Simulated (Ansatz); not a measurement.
# Sc: energy change per atom and pressure as volume scale varies

All results are calculated (Ansatz 0.2.0). Plane-wave DFT, scalar-relativistic PAW made under PBE with cores redone for the functional, no dispersion; the given relaxed cell is scaled uniformly, energy at zero smearing counts from the unscaled cell, pressure at the given Fermi-Dirac smearing is positive in compression.

The cell before it is scaled or strained (space group Pm-3m, No. 221):
```
Sc
1.0
      2.9619     0.0000     0.0000
      0.0000     2.9619     0.0000
      0.0000     0.0000     2.9619
Sc
1
Direct
  0.00000 0.00000 0.00000
```

Settings of every row: spin polarised no; functional r2SCAN; wave cutoff 500 eV; smearing width 0.1 eV; k mesh 12x12x12.

Atom starting moment: 0 on all atoms.

Limits: the cell comes from a prototype or a list of computed structures and needn't be the stable phase.

| row | volume scale | V (Å³/atom) | energy change per atom (meV) | pressure (GPa) |
| --- | --- | --- | --- | --- |
| 1 | 0.88 | 22.866 | 41.14 | 5.29 |
| 2 | 0.92 | 23.906 | ? | ? |
| 3 | 0.96 | 24.945 | 2.67 | 1.39 |
| 4 | 1.04 | 27.024 | 6.07 | -1.41 |
| 5 | 1.08 | 28.063 | 19.72 | -2.52 |
| 6 | 1.12 | 29.102 | 39.91 | -3.48 |

Question: what energy change per atom and pressure should row 2 give?

Worked fit of energy change per atom. Take u = (V_r/V)^(2/3) − 1 with V_r = 27.024 Å³ an atom, which is twice the finite (Eulerian) strain; such expansions in the strain, on which the Birch-Murnaghan equation of state is built, carry the rest volume and the bulk modulus. The shown rows have u = 0.11782, 0.05482, 0, -0.02484, -0.04819. Least squares give energy change per atom = 6.422 − 401.987 × u + 5923.7 × u² meV; a straight line predicts inner rows, each left out in turn, worse (root mean square 20 against 0.81 meV). The rows lie off it by -0.15, 0.48, -0.35, -0.34, 0.36 (root mean square 0.35 meV). The withheld row has u = 0.08516, so the fit gives 6.422 − 401.987 × (0.08516) + 5923.7 × (0.08516)² = 15.15 meV.

The calculation gave 15.69 meV. The fit lies 0.54 meV (3.4 % of the value, 1.4 % of the column's range) below it; its largest miss of a shown row is 0.48 meV.

Worked fit of pressure. Take u = (V_r/V)^(2/3) − 1 with V_r = 27.024 Å³ an atom, which is twice the finite (Eulerian) strain; such expansions in the strain, on which the Birch-Murnaghan equation of state is built, carry the rest volume and the bulk modulus. The shown rows have u = 0.11782, 0.05482, 0, -0.02484, -0.04819. Least squares give pressure = −1.42 + 46.74 × u + 86.37 × u² GPa; a straight line predicts inner rows, each left out in turn, worse (root mean square 0.29 against 0.02 GPa). The rows lie off it by 0.00, -0.01, 0.01, 0.01, -0.01. The pressure vanishes at u = 0.0288, or V = 25.9 Å³ an atom, and there the bulk modulus at fixed shape and fractions is B = −V dP/dV = (2/3)(1 + u) dP/du = 35.5 GPa. The withheld row has u = 0.08516, so the fit gives −1.42 + 46.74 × (0.08516) + 86.37 × (0.08516)² = 3.19 GPa.

The calculation gave 3.18 GPa. The fit lies 0.01 GPa (0.11 % of the column's range) above it, one unit of the last digit.
